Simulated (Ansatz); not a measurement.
# Nb: the change of pressure with volume per atom

All results are calculated (Ansatz 0.2.0). Periodic Kohn-Sham DFT of a crystal at fixed atoms; pressure and stress are positive in compression; the energy is the free energy less that of spherical unpolarised free atoms; site moments are those in the method's own spheres, positive along +z.

Cell of the first row (space group Fm-3m, No. 225):
```
Nb
1.0
      0.0000     2.0718     2.0718
      2.0718     0.0000     2.0718
      2.0718     2.0718     0.0000
Nb
1
Direct
  0.00000 0.00000 0.00000
```

Settings of every row: method all-electron PAW; functional PBEsol; relativity scalar; k mesh 13x13x13; filling fermi-dirac; smearing width 0.08 eV; nucleus gaussian.

Atom start moment: 0 on all atoms.

```
row  volume per atom (Å³)  pressure (GPa)
  1                17.786           3.858
  2                17.976           1.893
  3                18.165               ?
  4                18.543          -3.472
  5                18.733          -5.096
  6                18.922          -6.644
  7                19.111          -8.119
  8                  19.3          -9.522
  9                19.679         -12.132
 10                19.868         -13.343
 11                20.057         -14.496
```

Question: what pressure should row 3 give?

Worked fit of pressure. Take u = (V_r/V)^(2/3) − 1 with V_r = 19.017 Å³ an atom, which is twice the finite (Eulerian) strain; such expansions in the strain, on which the Birch-Murnaghan equation of state is built, carry the rest volume and the bulk modulus. The shown rows have u = 0.04562, 0.03824, 0.01697, 0.01008, 0.00334, -0.00328, -0.0098, -0.02255, -0.02876, -0.03487. Least squares give pressure = −7.3938 + 222.286 × u + 535.04 × u² GPa; a straight line predicts inner rows, each left out in turn, worse (root mean square 0.33 against 0.0037 GPa). The rows lie off it by -0.002, 0.004, -0.004, 0.003, 0.001, -0.002, -0.001, 0.002, 0.001, -0.002. The pressure vanishes at u = 0.0310, or V = 18.17 Å³ an atom, and there the bulk modulus at fixed shape and fractions is B = −V dP/dV = (2/3)(1 + u) dP/du = 176 GPa. The withheld row has u = 0.03103, so the fit gives −7.3938 + 222.286 × (0.03103) + 535.04 × (0.03103)² = 0.019 GPa.

The calculation gave 0.02 GPa. The fit lies 0.001 GPa (5 % of the value, 0.0054 % of the column's range) below it, one unit of the last digit.
